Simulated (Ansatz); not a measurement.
LiRu: phonon entropy and phonon heat capacity against temperature

Results calculated with Ansatz 0.2.0, not measured. Harmonic vibrational free energy, entropy and heat capacity at constant volume, per atom, from the force constants of a q mesh, imaginary modes left out; plane waves with PAW datasets, Gamma-centred k mesh.

Structure of every row (space group Fd-3m, No. 227):
```
cell vectors (Å)
   0.0000     2.9454     2.9454
   2.9454     0.0000     2.9454
   2.9454     2.9454     0.0000
atoms (fractions of the cell vectors)
Li  0.75000  0.75000  0.75000
Li  0.50000  0.50000  0.50000
Ru  0.25000  0.25000  0.25000
Ru  0.00000  0.00000  0.00000
```

Settings of every row: functional PBE; dispersion none; spin none; wave cutoff 420 eV; k mesh 14x14x14; occupations fermi dirac; smearing width 0.15 eV; pressure 0 GPa; phonon method linear response; q mesh 2x2x2.

Limits: coarse q mesh; metal sensitive to the k mesh; phonon interpolation lacks quadrupole term; the cell comes from a prototype or a list of computed structures and needn't be the stable phase.

```csv
row,temperature (K),phonon entropy (kB/atom),phonon heat capacity (kB/atom),phonon free energy (meV/atom)
1,200,1.906,2.118,38.3
2,300,2.853,2.525,17.6
3,400,3.608,2.712,-10.3
4,500,?,?,?
5,600,4.742,2.864,-82.8
6,700,5.186,2.899,-125.7
7,800,5.575,2.922,-172.1
8,900,5.92,2.938,-221.6
9,1000,6.23,2.95,-274
```

Question: what phonon entropy and phonon heat capacity should row 4 give?

Worked fit of phonon entropy. Entropy rises as the heat capacity times the change of ln T, so take t = ln(T / 300 K). The shown rows have t = -0.4055, 0, 0.2877, 0.6931, 0.8473, 0.9808, 1.0986, 1.204. Least squares give phonon entropy = 2.8733 + 2.51169 × t + 0.23969 × t² kB/atom; a straight line predicts inner rows, each left out in turn, worse (root mean square 0.057 against 0.017 kB/atom). The rows lie off it by 0.012, -0.020, -0.008, 0.013, 0.012, 0.008, -0.002, -0.015 (root mean square 0.012 kB/atom), a smooth pattern that one more power would take up: the form is only approximate. The slope at t = 0, 2.51 kB/atom, estimates the heat capacity at 300 K. The withheld row has t = 0.5108, so the fit gives 2.8733 + 2.51169 × (0.5108) + 0.23969 × (0.5108)² = 4.219 kB/atom.

The calculation gave 4.224 kB/atom. The fit lies 0.005 kB/atom (0.12 % of the column's range) below it; its largest miss of a shown row is 0.020 kB/atom.

Worked fit of phonon heat capacity. At high temperature a harmonic heat capacity falls short of its limit by a term in 1/T², so take t = (100 K / T)². The shown rows have t = 0.25, 0.11111, 0.0625, 0.02778, 0.02041, 0.01562, 0.01235, 0.01. Least squares give phonon heat capacity = 2.9964 − 4.8566 × t + 5.375 × t² kB/atom; a straight line predicts inner rows, each left out in turn, worse (root mean square 0.031 against 0.0027 kB/atom). The rows lie off it by 0.000, 0.002, -0.002, -0.002, -0.001, 0.000, 0.001, 0.002. The constant, 2.9964 kB/atom, is to be held against the harmonic limit of 3 k_B an atom. The withheld row has t = 0.04, so the fit gives 2.9964 − 4.8566 × (0.04) + 5.375 × (0.04)² = 2.811 kB/atom.

The calculation gave 2.809 kB/atom. The fit lies 0.002 kB/atom (0.24 % of the column's range) above it; its largest miss of a shown row is 0.002 kB/atom.

The other values of row 4: phonon free energy -44.1 meV/atom.
